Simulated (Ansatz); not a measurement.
Which isomer of CHBN gives these data?

These gas-phase data were calculated for one isomer of CHBN at B3LYP-D3(BJ)/def2-SVP (harmonic, unscaled wavenumbers; equilibrium rotational constants with average atomic masses):

* rotational constants: 955.6, 10.39, 10.28 GHz
* all wavenumbers above 1500 cm⁻¹: 2749, 2201

Candidates:

(1) `B1[C]=N1`, a doublet
(2) `[BH][N+]#[C-]`, a doublet
(3) `[BH]C#N`, a doublet

Problem. Assign the data to one candidate and say why. Where the bands don't settle it, estimate the moments of inertia from typical bond lengths.

Solution. Candidate (3). The band at 2201 cm⁻¹ lies where the C≡N stretch is expected; (1) has no mode between 2050 and 2420 cm⁻¹. The rotational constants decide the rest: (2) would give 742.8, 11.89, 11.7 GHz.

The same quantities for all candidates:

```
     rotational constants (GHz)  wavenumbers above 1500 cm⁻¹  E above the lowest, B3LYP-D3(BJ)/def2-SVP (kcal/mol)
(1)         49.18, 27.96, 17.83                   2780, 1704                                                   3.8
(2)          742.8, 11.89, 11.7                   2695, 2026                                                   0.0
(3)         955.6, 10.39, 10.28                   2749, 2201                                                   0.1
```

Harmonic stretches to hydrogen usually lie a few per cent above observed fundamentals. Open shells are spin-unrestricted. Programs: Ansatz 0.2.0.

The assignment to the cyanide rests on how the CN unit is attached. Boron bonds to nitrogen at a shorter distance than to carbon, and in the isocyanide the heavier nitrogen also sits nearer the centre of mass. Both effects lower the moments about the perpendicular axes, so candidate (2) has the larger B and C constants. The largest constant reflects almost only the hydrogen's distance from the heavy-atom axis; its higher value in (3) suggests a wider angle at boron. The stretches agree: 2201 cm⁻¹ fits a nitrile, whereas 2026 cm⁻¹ fits the weaker CN bond of an isocyanide. The ring's compact heavy-atom frame rules it out at once.

The near-degeneracy of (2) and (3) contrasts with the clear preference for HCN over HNC. Strong B–N bonding, with π donation into boron's vacant p orbital, probably offsets the intrinsic preference for the cyanide. A gap of 0.1 kcal/mol doesn't establish which of the two is more stable, and the structural assignment doesn't depend on it.
